**Smoothness of the 5s hyperfine constant along the silver sequence**

The table holds $A/g$ of the 5s1/2 level for the 47-electron ions Ag to Sm15+ from a relativistic B-spline many-body code, at the frozen-core DHF, RPA and Brueckner RPA levels. The program fits nothing: it compares each inner row with the cubic through its four neighbours, sets the miss against the worst-case rounding, and works out the shares of the two corrections. It also evaluates the parameter-free Fermi–Segrè estimate for eleven ions from the 5s removal energies of the same runs. No row from In2+ to Nd13+ misses by more than rounding allows; the departure resolved at four digits is at the neutral end, in the first third difference and in the Brueckner shift, which stands still from Ag to Cd+. The ratio of the Brueckner RPA value to the estimate falls from 1.237 in Ag to 0.985 in Sm15+.

Calculated values. B-spline many-body code 1, no-pair Dirac-Coulomb, finite and uniformly magnetised nucleus: 5s1/2 hyperfine constants A/g, with g = μ/(I μ_N), for one electron outside a closed [Kr] 4d10 core. DHF is frozen-core Dirac-Hartree-Fock, RPA adds core polarisation, and Brueckner RPA also uses Brueckner orbitals from a second-order or screened correlation potential.

## Numerical check

```python
# Table: 5s1/2 hyperfine A/g (MHz) of Ag-like ions (47 electrons), B-spline many-body code:
# frozen-core DHF, DHF+RPA, Brueckner+RPA. Tested: breaks in smoothness against rounding,
# shares of the corrections, and the parameter-free Fermi-Segre estimate.
T = {
    'ion': ['Ag', 'Cd+', 'In2+', 'Sn3+', 'Sb4+', 'Te5+', 'I6+', 'Xe7+', 'Cs8+', 'Ba9+', 'La10+', 'Ce11+', 'Pr12+', 'Nd13+', 'Pm14+', 'Sm15+'],
    'Z': [47, 48, 49, 50, 51, 52, 53, 54, 55, 56, 57, 58, 59, 60, 61, 62],
    'charge': [0, 1, 2, 3, 4, 5, 6, 7, 8, 9, 10, 11, 12, 13, 14, 15],  # e
    'nuclear_rms_radius': [4.545, 4.609, 4.616, 4.652, 4.68, 4.742, 4.75, 4.786, 4.804, 4.838, 4.855, 4.877, 4.892, 4.912, 4.962, 5.082],  # fm
    'hyperfine_a_dhf_5s12': [5243, 9535, 14210, 19400, 25180, 31580, 38660, 46460, 55040, 64440, 74720, 85950, 98180, 111500, 125900, 141400],  # MHz
    'hyperfine_a_rpa_5s12': [5906, 10660, 15800, 21470, 27740, 34640, 42260, 50620, 59780, 69780, 80710, 92600, 105500, 119600, 134800, 151100],  # MHz
    'hyperfine_a_brueckner_rpa_5s12': [7518, 12270, 17470, 23230, 29600, 36620, 44360, 52840, 62120, 72260, 83320, 95350, 108400, 122600, 137900, 154400],  # MHz
}
import numpy as np
from scipy.constants import alpha, m_e, m_p, c, Rydberg, physical_constants as pc
ion = T['ion']; Z = np.array(T['Z'], float); z = np.array(T['charge'], float) + 1
R = np.array(T['nuclear_rms_radius'], float)
D, P, B = [np.array(T['hyperfine_a_' + k + '_5s12'], float) for k in ('dhf', 'rpa', 'brueckner_rpa')]
half = lambda y: 0.5 * 10 ** (np.floor(np.log10(y)) - 3)   # four printed digits
w = np.array([1, -4, 6, -4, 1.])
miss = lambda y: np.convolve(y, w, 'valid') / 6            # value minus cubic through 4 neighbours
lim = lambda y: np.convolve(half(y), abs(w), 'valid') / 6
sR, sB = 100 * (P / D - 1), 100 * (B / P - 1)
print("ion   RPA adds MHz,% | Brueckner adds MHz,% | miss(rounding limit) MHz: DHF RPA Br | radius miss %")
for i, s in enumerate(ion):
    t = "end row"
    if 2 <= i < len(ion) - 2:
        t = " ".join("%+.0f(%.0f)" % (miss(y)[i-2], lim(y)[i-2]) for y in (D, P, B))
        t += " | %+.2f" % (100 * miss(R)[i-2] / R[i])
    print("%-5s %5.0f %5.2f | %4.0f %5.2f | %s" % (s, P[i]-D[i], sR[i], B[i]-P[i], sB[i], t))
for n, y in (("DHF", D), ("RPA", P), ("Br", B)):
    q = abs(miss(y)) / lim(y); d3 = np.diff(y, 3)
    l3 = np.convolve(half(y), [1, 3, 3, 1], 'valid')
    print("%s: Sm/Ag %.1f; worst miss/limit %.2f (%s); 3rd diff Ag-Sn %.0f+-%.0f, mean of next 8 %.0f MHz"
          % (n, y[-1]/y[0], q.max(), ion[2+q.argmax()], d3[0], l3[0], d3[1:9].mean()))
print("Sm15+ minus cubic extrapolation, MHz(limit): " + " ".join("%+.0f(%.0f)" % (6*miss(y)[-1], 6*lim(y)[-1]) for y in (D, P, B)))
h = half(B) + half(P)
print("steps of Brueckner shift, MHz(limit): " + " ".join("%.0f(%.0f)" % (a, b) for a, b in zip(np.diff(B-P)[:6], (h[1:]+h[:-1])[:6])))
print("radius steps %%: Ag-Cd %.1f, Sb-Te %.1f, Pr-Nd %.1f, Nd-Pm %.1f, Pm-Sm %.1f" % tuple(100*(R[i+1]/R[i]-1) for i in (0, 4, 12, 13, 14)))
# Further outputs of the same runs: 5s removal energy eV, core polarisability bohr^3, 6s excitation eV
X = {47: (7.41624, 8.82876, 5.14188), 50: (40.7499, 2.26363, None), 51: (54.9854, 1.68001, None),
     53: (87.6405, 1.02831, 41.6022), 54: (105.985, 0.834523, 49.0584), 55: (125.641, 0.689446, 56.9032),
     56: (146.592, 0.577991, 65.1363), 57: (168.829, 0.490528, 73.7577), 58: (192.341, 0.420661, 82.768),
     59: (217.123, 0.364002, 92.1681), 62: (306.702 - 7.63926, 0.246325, None)}
Ry = pc['Rydberg constant times hc in eV'][0]; K = 8/3 * alpha**2 * m_e/m_p * Rydberg * c / 1e6
g = np.sqrt(1 - (Z*alpha)**2); F = 3 / (g * (4*g**2 - 1))
print("Fermi-Segre, prefactor %.1f MHz, no fitted constant" % K)
print("ion   nu5s  rel.factor estimate MHz  Br/est DHF/est | nu6s-nu5s | Br share %/polarisability")
nu = {}; rat = []
for Zk, (E, a, e6) in X.items():
    i = int(np.where(Z == Zk)[0][0]); nu[Zk] = z[i] * np.sqrt(Ry / E)
    est = K * Z[i] * z[i]**2 / nu[Zk]**3 * F[i]; rat.append(B[i] / est)
    dn = "%.3f" % (z[i]*np.sqrt(Ry/(E-e6)) - nu[Zk]) if e6 else "no 6s"
    print("%-5s %.3f %.3f %7.0f  %.3f %.3f | %s | %.2f" % (ion[i], nu[Zk], F[i], est, B[i]/est, D[i]/est, dn, sB[i]/a))
fz = (z[-1]**2 / nu[62]**3) / (z[0]**2 / nu[47]**3)
print("Sm/Ag factors: Z %.2f, relativistic %.2f, z^2/nu^3 %.1f, product %.1f" % (Z[-1]/Z[0], F[-1]/F[0], fz, fz*Z[-1]/Z[0]*F[-1]/F[0]))
print("Ag/Sm fall: RPA share %.2f, Brueckner share %.1f, core polarisability %.1f" % (sR[0]/sR[-1], sB[0]/sB[-1], X[47][1]/X[62][1]))
# 6s A/g (DHF, RPA, Brueckner RPA), outputs of the same runs
for Zk, (a, b, d) in {47: (854.239, 959.939, 1019.24), 55: (21440.2, 23134.5, 23482.4), 58: (35865.5, 38381.5, 38751.2)}.items():
    i = int(np.where(Z == Zk)[0][0])
    print("%s shares %%: RPA 5s %.1f, 6s %.1f; Brueckner 5s %.1f, 6s %.1f" % (ion[i], sR[i], 100*(b/a-1), sB[i], 100*(d/b-1)))
Em = 7.57623  # measured Ag ionisation energy in eV, listed with the run
print("Ag removal energy low by %.3f eV; E^1.5 scaling of A: %+.1f %%; Sm15+ 5s removal %.2f eV" % (Em - X[47][0], 100*((Em/X[47][0])**1.5 - 1), X[62][0]))
assert all((abs(miss(y)) <= lim(y)).all() for y in (D, P, B))
assert (np.diff(sR) < 0).all() and (np.diff(sB) < 0).all()
assert ((B-P) > (P-D))[:3].all() and ((B-P) < (P-D))[3:].all()
assert all(0.9 < r < 1.3 for r in rat)
```

Running it gives:

```
ion   RPA adds MHz,% | Brueckner adds MHz,% | miss(rounding limit) MHz: DHF RPA Br | radius miss %
Ag      663 12.65 | 1612 27.29 | end row
Cd+    1125 11.80 | 1610 15.10 | end row
In2+   1590 11.19 | 1670 10.57 | -10(10) -12(13) -10(13) | -0.44
Sn3+   2070 10.67 | 1760  8.20 | -8(13) -7(13) -2(13) | +0.28
Sb4+   2560 10.17 | 1860  6.71 | +5(13) +10(13) +5(13) | -0.46
Te5+   3060  9.69 | 1980  5.72 | -3(13) -12(13) -8(13) | +0.60
I6+    3600  9.31 | 2100  4.97 | +3(13) +7(13) +7(13) | -0.45
Xe7+   4160  8.95 | 2220  4.39 | -3(13) -3(13) +0(13) | +0.28
Cs8+   4740  8.61 | 2340  3.91 | +3(13) +8(13) +0(13) | -0.23
Ba9+   5340  8.29 | 2480  3.55 | +2(13) -10(13) -2(13) | +0.19
La10+  5990  8.02 | 2610  3.23 | -3(13) +3(21) +0(21) | -0.12
Ce11+  6650  7.74 | 2750  2.97 | +7(21) +23(51) +13(51) | +0.08
Pr12+  7320  7.46 | 2900  2.75 | -17(51) -48(96) -30(96) | +0.04
Nd13+  8100  7.26 | 3000  2.51 | +5(96) +17(126) +25(126) | +0.05
Pm14+  8900  7.07 | 3100  2.30 | end row
Sm15+  9700  6.86 | 3300  2.18 | end row
DHF: Sm/Ag 27.0; worst miss/limit 0.99 (In2+); 3rd diff Ag-Sn 132+-22, mean of next 8 54 MHz
RPA: Sm/Ag 25.6; worst miss/limit 0.98 (In2+); 3rd diff Ag-Sn 144+-36, mean of next 8 54 MHz
Br: Sm/Ag 20.5; worst miss/limit 0.82 (In2+); 3rd diff Ag-Sn 112+-36, mean of next 8 51 MHz
Sm15+ minus cubic extrapolation, MHz(limit): +30(575) +100(755) +150(755)
steps of Brueckner shift, MHz(limit): -2(11) 60(20) 90(20) 100(20) 120(20) 120(20)
radius steps %: Ag-Cd 1.4, Sb-Te 1.3, Pr-Nd 0.4, Nd-Pm 1.0, Pm-Sm 2.4
Fermi-Segre, prefactor 254.4 MHz, no fitted constant
ion   nu5s  rel.factor estimate MHz  Br/est DHF/est | nu6s-nu5s | Br share %/polarisability
Ag    1.354 1.263    6076  1.237 0.863 | 1.091 | 3.09
Sn3+  2.311 1.306   21527  1.079 0.901 | no 6s | 3.62
Sb4+  2.487 1.321   27861  1.062 0.904 | no 6s | 3.99
I6+   2.758 1.355   42659  1.040 0.906 | 1.047 | 4.83
Xe7+  2.866 1.372   51233  1.031 0.907 | 1.045 | 5.26
Cs8+  2.962 1.390   60667  1.024 0.907 | 1.042 | 5.68
Ba9+  3.047 1.410   71024  1.017 0.907 | 1.040 | 6.15
La10+ 3.123 1.429   82373  1.011 0.907 | 1.039 | 6.59
Ce11+ 3.192 1.450   94784  1.006 0.907 | 1.037 | 7.06
Pr12+ 3.254 1.472  108335  1.001 0.906 | 1.035 | 7.55
Sm15+ 3.413 1.542  156696  0.985 0.902 | no 6s | 8.87
Sm/Ag factors: Z 1.32, relativistic 1.22, z^2/nu^3 16.0, product 25.8
Ag/Sm fall: RPA share 1.84, Brueckner share 12.5, core polarisability 35.8
Ag shares %: RPA 5s 12.6, 6s 12.4; Brueckner 5s 27.3, 6s 6.2
Cs8+ shares %: RPA 5s 8.6, 6s 7.9; Brueckner 5s 3.9, 6s 1.5
Ce11+ shares %: RPA 5s 7.7, 6s 7.0; Brueckner 5s 3.0, 6s 1.0
Ag removal energy low by 0.160 eV; E^1.5 scaling of A: +3.3 %; Sm15+ 5s removal 299.06 eV
```
